The isomer energy difference $\Delta E$ is the electronic energy of the second isomer less that of the first, so a negative value means that the second lies lower. Each isomer was relaxed with the semi-empirical tight-binding method GFN2, and its energy was then taken at three levels: Hartree–Fock in the minimal basis STO-3G, GFN2 itself and the density functional r2SCAN. All energies are for closed-shell anions. "Error" below means the departure of a cheap level from r2SCAN, which is the best level here but not the truth; its runs were made without a search for lower self-consistent solutions.

Electronic energy of the second isomer less that of the first, for isolated singlet anions (charge -1 e) at shapes relaxed with GFN2-xTB. Calculated with Ansatz 0.2.0 (HF/STO-3G and, as the functional level, r2SCAN-D4/def2-SVPD) and xtb 6.7.1 (GFN2-xTB).

| system | first isomer | second isomer | at hf sto 3g (kcal/mol) | at gfn2 xtb (kcal/mol) | at functional level (kcal/mol) |
| --- | --- | --- | --- | --- | --- |
| CH2BO #348 | CH(1) BH(2) O(3); links 1-2, 1-3, 2-3 | CH2(1) B(2) O(3); links 1-2, 2-3 | -66.93 | -57.43 | -78.01 |
| CH2BO #9aa | C(1) BH2(2) O(3); links 1-2, 1-3, 2-3 | CH2(1) B(2) O(3); links 1-2, 2-3 | -26.03 | -52.32 | -75.24 |
| BHNO #6ae | BH(1) N(2) O(3); links 1-2, 1-3, 2-3 | B(1) N(2) OH(3); links 1-2, 1-3 | -20.31 | -17.78 | -45.68 |
| CH4BO #26f | CH(1) BH3(2) O(3); links 1-2, 1-3 | CH3(1) BH(2) O(3); links 1-2, 2-3 | -13.16 | -25.07 | -32.48 |
| CH4BO #a22 | CH2(1) BH2(2) O(3); links 1-2, 1-3, 2-3 | CH(1) BH3(2) O(3); links 1-2, 1-3 | 10.93 | 10.04 | -3.71 |
| CH4BO #6ca | CH2(1) BH(2) OH(3); links 1-2, 2-3 | CH(1) BH3(2) O(3); links 1-2, 1-3 | -11.00 | -9.11 | 13.12 |
| CH2BO #1ce | C(1) BH2(2) O(3); links 1-2, 1-3 | C(1) BH2(2) O(3); links 1-2, 1-3, 2-3 | -2.89 | 18.50 | 32.43 |
| BHNO #38a | B(1) NH(2) O(3); links 1-2, 1-3 | B(1) N(2) OH(3); links 1-2, 1-3 | 32.34 | 50.49 | 51.41 |

**What happens**

Two rows show the trouble. In CH4BO #a22 a ring of carbon, boron and oxygen opens to formyl borohydride, a BH3 group on a CHO group. GFN2 puts the open form 10 kcal/mol above the ring, while r2SCAN puts it 4 below. In CH4BO #6ca the same formyl borohydride is compared with the chain CH2–BH–OH, and GFN2 again has the wrong sign.

These are not isolated slips. In every row, both cheap levels err in the direction opposite to the r2SCAN difference, so they either shrink it or turn it round. Three explanations can be weighed against the numbers.

**A common factor, or dispersion?**

The tempting explanation is that cheap methods simply underestimate energy differences, so that one factor would repair them. Fitted to all eight rows, the best factor for GFN2 is 1.3. When each row in turn is predicted from the others, the typical miss is still 16 kcal/mol, against 18 with no correction at all. The reason is plain in #a22 and #6ca: multiplying by a positive number never changes a sign.

The second suspect is dispersion, the weak attraction that approximate methods often treat badly. In CH2BO #9aa it contributes about 0.5 kcal/mol to the GFN2 difference, while the GFN2 error is 23. The isomers are small and contain the same atoms, so their dispersion energies nearly cancel.

**Counting links**

The third explanation looks at how the atoms are joined. Five rows open or close a ring, and in all five GFN2 places the ring too low relative to its open partner, by 14 to 28 kcal/mol. Hartree–Fock leans the same way in each of them.

Theory offers a reason. A three-membered ring has one more link between heavy atoms than its open isomer, which usually makes up for the lost link with multiple bonding. In a multiple bond the σ and π electrons need orbitals of different extent, but a minimal basis gives each atom only one fixed set of valence functions. The open isomer is therefore expected to lose more than the ring. GFN2 also works in a minimal valence basis; that its fitted parameters leave some of this weakness in place is plausible, but the table does not prove it. Both cheap levels also lack the diffuse functions that anions need, and Hartree–Fock leaves out electron correlation. The table cannot separate these faults from that of the minimal basis.

Cyclopropane and propene are the simplest analogy. One has three single C–C links, the other a single and a double bond, and Hartree–Fock in a minimal basis is known to favour the ring too much. The analogy covers only the exchange of a link for a multiple bond. In a neutral hydrocarbon no charge moves and no oxygen chooses between carbon and boron.

That choice may matter here, because #6ca has a large error although no ring opens. Its oxygen moves from boron to carbon, one hydrogen each from carbon and oxygen goes to boron, and GFN2 makes the whole change look too favourable. A possible cause is the π bonding at the three-coordinate boron of the chain, whose p orbital takes electrons from both carbon and oxygen, and which a minimal basis may describe poorly; this has not been tested.

**A simple model**

Let $n_\mathrm{ring}$ be the number of rings opened on going from the first isomer to the second, negative if one closes, and $n_\mathrm{BO}$ the number of B–O links gained. If the two effects add, the GFN2 error is

$$\delta = b\,n_\mathrm{ring} + c\,n_\mathrm{BO}.$$

There is no constant term, because exchanging the two isomers must reverse the sign of $\delta$. A fit to all eight rows gives $b \approx 25$ and $c \approx 13$ kcal/mol. These are not bond energies: the same fit could be written with C–O or N–O links and B–O links as its two counts, and the constants would change.

For #a22, one ring opens and one B–O link is lost, so

$$\delta \approx 25 - 13 = 12\ \text{kcal/mol}.$$

Subtracting this from the GFN2 difference gives $10 - 12 = -2$ kcal/mol, close to the r2SCAN value of −4. This row was part of the fit. Its r2SCAN sign is also insecure, because a gap of 4 kcal/mol is small for energies taken at GFN2 shapes with a single functional. The shape of formyl borohydride itself gives little cause for worry: relaxing it with a hybrid functional instead of GFN2 changes the B–C–O angle by only about one degree.

When each row is predicted from the others, the typical miss of the model is 6 kcal/mol, far better than the common factor. Its weak point is #6ca. Predicted from the other seven rows, the error there is −9 kcal/mol, but the actual one is −22. The correction then gives a near tie where r2SCAN finds a clear preference for the chain. Only one conformer of each structure was computed, so another orientation of the chain's OH group could also shift the energies in this row. The second count was added after the ring count had failed on this row, and several rows share an isomer, so they are not independent tests. The numbers favour a bias tied to linkage without fixing its exact form.

**Where Hartree–Fock differs**

The same two counts describe Hartree–Fock poorly, and two rows show why. CH2BO #348 and #9aa start from different rings and end in the same open anion. At r2SCAN the two rings differ by only 3 kcal/mol; at Hartree–Fock they are 41 apart. The count sees one opened ring in both rows, so it cannot capture an error that depends so strongly on which ring is opened. BHNO #38a fits badly too: both counts are zero there, yet the Hartree–Fock error is −19 kcal/mol.

The bonding offers only a guess at the reason. In the ring of #348 the hydrogen on carbon lies about 1 Å out of the ring plane, and GFN2 gives the carbon–boron link a bond order of only about 1.3. The carbon is therefore better seen as a pyramidal carbanion with a lone pair than as part of a C=B double bond. The ring of #9aa instead has a bare, carbene-like carbon beside a four-coordinate boron. A minimal basis without diffuse functions may harm the carbanion along with the open anion, so that part of the error cancels in #348 but not in #9aa. This has not been tested, and the GFN2 charges on the two ring carbons, −0.31 and −0.24 e, differ too little to lend it much support. GFN2 shows no such split: its errors in the two rows are 21 and 23 kcal/mol. Its bias towards rings may therefore have a partly different source.

**What to do**

In this small set the cheap levels do find the bottom of the list. For each of the three formulas, all levels agree on the lowest isomer in the table, which need not be the lowest that exists. It is always an open structure with a terminal oxygen on boron, as the strength of the B–O bond suggests.

The order above it is less safe. If formyl borohydride has the same shape in its three rows, both cheap levels exactly reverse the r2SCAN order of the three higher CH4BO isomers. Hartree–Fock puts the CH4BO ring only 2 kcal/mol above the lowest isomer, while r2SCAN puts it 36 above.

So before trusting a cheap ranking, compare the links. If one isomer has an extra ring, or has its oxygen on carbon where the other has it on boron, suspect that it has been placed too low. The largest GFN2 error in a single row is 28 kcal/mol, and for the CH4BO ring against the chain, found by joining #a22 and #6ca, it is 36. Isomers closer than about that in a GFN2 screen should be recomputed at a better level before any is discarded. The fitted constants serve as a warning of where to look, not as a replacement for that calculation. The output below gives the fits and the height of each isomer.

Output of the analysis:

```
fit of at_functional_level on 8 rows: coefficient of at_gfn2_xtb 1.301 +/- 0.16; rms 14.8, worst CH4BO #6ca -25, leave-one-out rms 15.9
fit of exb on 8 rows: coefficient of opened 19.82 +/- 4.5; rms 9.33, worst CH4BO #6ca 22.2, leave-one-out rms 9.87
fit of exb on 8 rows: coefficient of opened 25.01 +/- 2.6, coefficient of bogain 13 +/- 2.9; rms 4.42, worst CH4BO #6ca 9.23, leave-one-out rms 6.31
fit of ehf on 8 rows: coefficient of opened 33.09 +/- 8.1, coefficient of bogain 14.91 +/- 9.1; rms 14, worst CH2BO #348 22, leave-one-out rms 18.2
fit of exb on 7 rows (keep > 0): coefficient of opened 23.34 +/- 1.3, coefficient of bogain 8.801 +/- 1.7; rms 2.15, worst BHNO #6ae -4.56, leave-one-out rms 3.02
  rows outside the fit (model, value, miss): CH4BO #6ca -8.801, -22.23, 13.4
Errors and heights above the lowest isomer in kcal/mol:
         row  GFN2 error  HF error  GFN2 corrected  height HF  height GFN2  height r2SCAN
  CH2BO #348       20.58     11.08          -82.44      66.93        57.43          78.01
  CH2BO #9aa       22.92     49.21          -77.33      26.03        52.32          75.24
   BHNO #6ae        27.9     25.37          -42.79      52.65        68.27          97.09
  CH4BO #26f        7.41     19.32          -38.07      13.16        25.07          32.48
  CH4BO #a22       13.75     14.64          -1.977       2.23        15.03          36.19
  CH4BO #6ca      -22.23    -24.12           3.887      24.16        34.18          19.36
  CH2BO #1ce      -13.93    -35.32           30.52      28.92        33.82          42.81
   BHNO #38a       -0.92    -19.07           50.49      32.34        50.49          51.41
Uncorrected rms error of GFN2 in kcal/mol: 18.24
Uncorrected rms error of HF in kcal/mol: 27.31
Starting ring of 348 above that of 9aa at r2SCAN in kcal/mol: 2.77
Starting ring of 348 above that of 9aa at HF in kcal/mol: 40.9
Share of D4 dispersion in the r2SCAN difference of 348 in kcal/mol: -0.03051
Share of dispersion in the GFN2 difference of 9aa in kcal/mol: 0.5448
```
